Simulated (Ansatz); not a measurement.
Abstraction of Cl: Si(CH3)2Cl2 + GeH(CH3)2 → Si(CH3)2Cl + GeH(CH3)2Cl

Species: Si(CH3)2Cl2 (dichlorodimethylsilane), singlet; GeH(CH3)2, doublet; Si(CH3)2Cl, doublet; GeH(CH3)2Cl, singlet. A radical takes Cl: the energy is the difference in strength between the Si–Cl bond broken and the Ge–Cl bond made.

Shapes, held fixed at every level: PBE0-D4/def2-TZVP. Programs: Ansatz 0.2.0. The zero-point and thermal change to 298 K, harmonic and unscaled (PBE0-D4/def2-TZVP), is +0.8 kJ/mol.

```
               level                    kind  ΔH(298 K) (kJ/mol)  less CCSD(T)/def2-TZVPP  CPU time (sum over the molecules)
r2SCAN-D4/def2-TZVPP                meta-GGA               +44.9                     -0.9                               80 s
 B3LYP-D4/def2-TZVPP           global hybrid               +46.1                     +0.3                               82 s
  PBE0-D4/def2-TZVPP           global hybrid               +44.4                     -1.4                               61 s
  wB97M-V/def2-TZVPP  range-separated hybrid               +58.7                    +12.9                              3 min
   B2PLYP/def2-TZVPP           double hybrid               +45.6                     -0.2                               80 s
        MP2/def2-SVP     perturbation theory               +49.8                     +4.0                                  –
    CCSD(T)/def2-SVP   coupled cluster or CI               +47.6                     +1.8                            1.7 min
  CCSD(T)/def2-TZVPP   coupled cluster or CI               +45.8                      0.0                             59 min
```

The highest level, CCSD(T)/def2-TZVPP, gives ΔH(298 K) = +45.8 kJ/mol; the levels span +44.4 to +58.7. The column of differences is taken from that level and isn't an error. No measured value is set beside it here. Open shells run unrestricted unless RO is named. Relativity is left out for Ge unless named. Correlated rows may include outer-core shells of Ge, which these sets cover unevenly. Times are processor times on shared x86 and Arm servers, and rough.

Chlorine transfer from silicon to germanium is endothermic at every level, so the Si–Cl bond broken is stronger than the Ge–Cl bond made. Silicon is the less electronegative of the two and has the more compact valence orbitals, which gives its bond to chlorine more ionic character and better overlap. The substituents differ as well: silicon keeps a second chlorine where germanium carries a hydrogen, so the energy isn't a pure Si/Ge contrast.

One bond to chlorine replaces another and the number of unpaired electrons is unchanged, so much of the correlation error should cancel, in keeping with the close agreement of most rows. wB97M-V, at +58.7 kJ/mol, breaks that pattern. Such a gap is unexpected for a functional usually reliable for main-group thermochemistry, and suggests a numerical fault or a wrong self-consistent solution in one species rather than a real effect of range separation. The reverse transfer, from chlorogermane to silyl radical, is favoured in enthalpy, but the reaction energy doesn't fix the barrier in either direction.
